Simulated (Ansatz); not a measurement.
# LiHPd: the change of energy above lowest point with volume scale

Free energy against uniform scaling of the volume at fixed shape and fractions; periodic cell, basis, potentials, k mesh and filling as listed. The results are calculated, by Ansatz 0.2.0.

The cell before it is scaled or strained (space group P4/mmm, No. 123):
```
CELL_PARAMETERS angstrom
2.77950 0.00000 0.00000
0.00000 2.77950 0.00000
0.00000 0.00000 3.90430
ATOMIC_POSITIONS crystal
Li 0.50000 0.50000 0.50000
H 0.50000 0.50000 0.00000
Pd 0.00000 0.00000 0.00000
```

Settings of every row: functional LDA; dispersion none; potentials PAW; wave cutoff 470 eV; density cutoff 1880 eV; k mesh 10x10x7; k shift 0x0x0; occupations gaussian; smearing width 0.15 eV; spin none.

Limits: coarse k mesh, up to 40 meV an atom off; the cell comes from a prototype or a list of computed structures and needn't be the stable phase.

| row | volume scale | V (Å³/atom) | energy above lowest point (meV/atom) |
| --- | --- | --- | --- |
| 1 | 0.9 | 9.049 | 10.3 |
| 2 | 0.925 | 9.3 | 2.4 |
| 3 | 0.95 | 9.552 | 0 |
| 4 | 0.975 | 9.803 | ? |
| 5 | 1 | 10.054 | 8.7 |
| 6 | 1.025 | 10.306 | 18.5 |
| 7 | 1.05 | 10.557 | 31.5 |
| 8 | 1.075 | 10.808 | 47 |
| 9 | 1.1 | 11.06 | 64.8 |

Question: what energy above lowest point should row 4 give?

Worked fit of energy above lowest point. Take u = (V_r/V)^(2/3) − 1 with V_r = 10.18 Å³ an atom, which is twice the finite (Eulerian) strain; such expansions in the strain, on which the Birch-Murnaghan equation of state is built, carry the rest volume and the bulk modulus. The shown rows have u = 0.08168, 0.06213, 0.04336, 0.00834, -0.00817, -0.02395, -0.03912, -0.05377. Least squares give energy above lowest point = 13.21 − 601.9 × u + 6765 × u² + 2058 × u³ meV/atom; a parabola predicts inner rows, each left out in turn, worse (root mean square 0.16 against 0.058 meV/atom). The rows lie off it by 0.0, 0.0, 0.0, 0.0, -0.1, 0.0, 0.0, 0.0. Its lowest point lies at u = 0.0436, or V = 9.549 Å³ an atom, and the curvature there gives the bulk modulus at fixed shape and fractions, B = (4/9)(1 + u)² E″(u)/V = 114 GPa. Letting shape and atoms relax would as a rule lower it, by much in layered, chain or molecular crystals. The withheld row has u = 0.02548, so the fit gives 13.21 − 601.9 × (0.02548) + 6765 × (0.02548)² + 2058 × (0.02548)³ = 2.3 meV/atom.

The calculation gave 2.3 meV/atom. The fit meets it to the printed digit.
